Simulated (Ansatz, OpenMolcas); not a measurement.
**How basis sets differ on CH3BCl2O (SMILES COB(Cl)Cl)**

CH3BCl2O: 8 atoms, total charge 0, spin state singlet. As SMILES, `COB(Cl)Cl`. The coordinates come from a PBE0-D4/def2-TZVP relaxation.

Each level gives the HOMO–LUMO gap (eV). The values are calculated.

| level | kind | program | value (eV) | CPU time |
| --- | --- | --- | --- | --- |
| HF/ANO-R0 (sfX2C) | Hartree–Fock | OpenMolcas | 15.58 | 5.1 s |
| HF/ANO-RCC-MB (DKH2) | Hartree–Fock | OpenMolcas | 15.86 | 3.4 s |
| HF/STO-3G | Hartree–Fock | OpenMolcas | 17.59 | 3.4 s |
| HF/3-21G | Hartree–Fock | Ansatz | 16.11 | 1 s |
| HF/ANO-S-VDZP (RICD fitting) | Hartree–Fock | OpenMolcas | 15.19 | 6.8 s |
| HF/def2-SVP | Hartree–Fock | Ansatz | 16.13 | 3.2 s |

The values span 15.19 to 17.59 eV. A Hartree–Fock LUMO above zero doesn't converge with the basis: it sinks as sets grow more diffuse. Orbital gaps aren't excitation energies. CPU times are rough (shared hosts, several kinds of processor and program).

The Hartree–Fock gap is wide with every basis, but STO-3G stands apart at 17.59 eV, while the other five values lie between 15.19 and 16.13 eV. Minimal size alone doesn't explain this, since the also minimal ANO-RCC-MB gives 15.86 eV, below both 3-21G and def2-SVP. The form of the contracted functions probably matters more: STO-3G's single, rigid valence functions describe antibonding and empty orbitals poorly and tend to push them up.

Chemically, the low-lying acceptor orbital expected here is the formally empty boron 2p, raised by π donation from oxygen and chlorine. The occupied frontier level should have mainly lone-pair character. Hartree–Fock widens the separation further, because its virtual orbitals feel the field of all the electrons, without correlation or orbital relaxation.

The near agreement of 3-21G and def2-SVP, 16.11 and 16.13 eV, is no proof that polarisation functions are unimportant, as shifts of the two frontier levels can cancel. The gaps alone don't show which level moves from basis to basis.
